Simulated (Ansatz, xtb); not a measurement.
## Ligand exchange: IBr + CH2F2O → HOI + CHBrF2

Species: IBr (iodine monobromide), singlet; CH2F2O `OC(F)F`, singlet; HOI (hypoiodous acid) `OI`, singlet; CHBrF2 (bromodifluoromethane) `FC(F)Br`, singlet. The partners trade Br for OH: I–Br and C–OH bonds give way to I–OH and C–Br.

Shapes, held fixed at every level: PBE0-D4/def2-TZVP. Flexible molecules stand in one conformer, not always the lowest. Programs: Ansatz 0.2.0, xtb 6.7.1. The zero-point and thermal change to 298 K, harmonic and unscaled (PBE0-D4/def2-TZVP), is -6.1 kJ/mol.

```csv
level,kind,ΔH(298 K) (kJ/mol),less CCSD(T)/def2-TZVPP,CPU time (sum over the molecules)
GFN0-xTB,semi-empirical,+152.3,+9.4,0.21 s
PBE-D4/def2-TZVPP,GGA,+135.1,-7.8,12 s
r2SCAN-D4/def2-TZVPP,meta-GGA,+142.8,-0.1,23 s
BHLYP-D4/def2-TZVPP,global hybrid,+162.5,+19.6,12 s
r2SCAN0-D4/def2-TZVPP,global hybrid,+157.0,+14.1,23 s
MP2/def2-SVP,perturbation theory,+177.9,+35.0,–
MP2/def2-TZVPP,perturbation theory,+142.8,-0.1,–
CCSD(T)/def2-TZVPP,coupled cluster or CI,+142.9,0.0,98 s
```

The highest level, CCSD(T)/def2-TZVPP, gives ΔH(298 K) = +142.9 kJ/mol; the levels span +135.1 to +177.9. The column of differences is taken from that level and isn't an error. No measured value is set beside it here. For atoms past krypton def2 sets carry core potentials with scalar relativity. Relativity is left out for Br. Outer-core shells of Br, I are correlated in most correlated rows, in sets that cover them unevenly. Times are processor times on shared x86 and Arm servers, and rough.

The exchange is strongly endothermic at every level, so IBr and difluoromethanol are the favoured side. The main reason is the loss of a strong, polar C–O bond. In the alcohol, oxygen lone pairs also donate into the C–F antibonding orbitals, an anomeric stabilisation that bromine replaces poorly. The new I–O bond is polar but weak, held back by poor overlap with iodine's diffuse 5p orbitals and by lone-pair repulsion, and cannot make up the difference. With equal numbers of molecules on both sides, entropy is unlikely to overturn this preference.

Adding exact exchange to r2SCAN raises the enthalpy from +142.8 to +157.0 kJ/mol, away from the coupled-cluster value. The basis matters even more: MP2 falls from +177.9 to +142.8 kJ/mol with the larger set, probably because the smaller one describes polarisation and correlation unevenly across the exchanged bonds. The near-coincidence of r2SCAN, MP2 and CCSD(T) in the triple-zeta sets therefore doesn't establish a converged enthalpy to that precision.
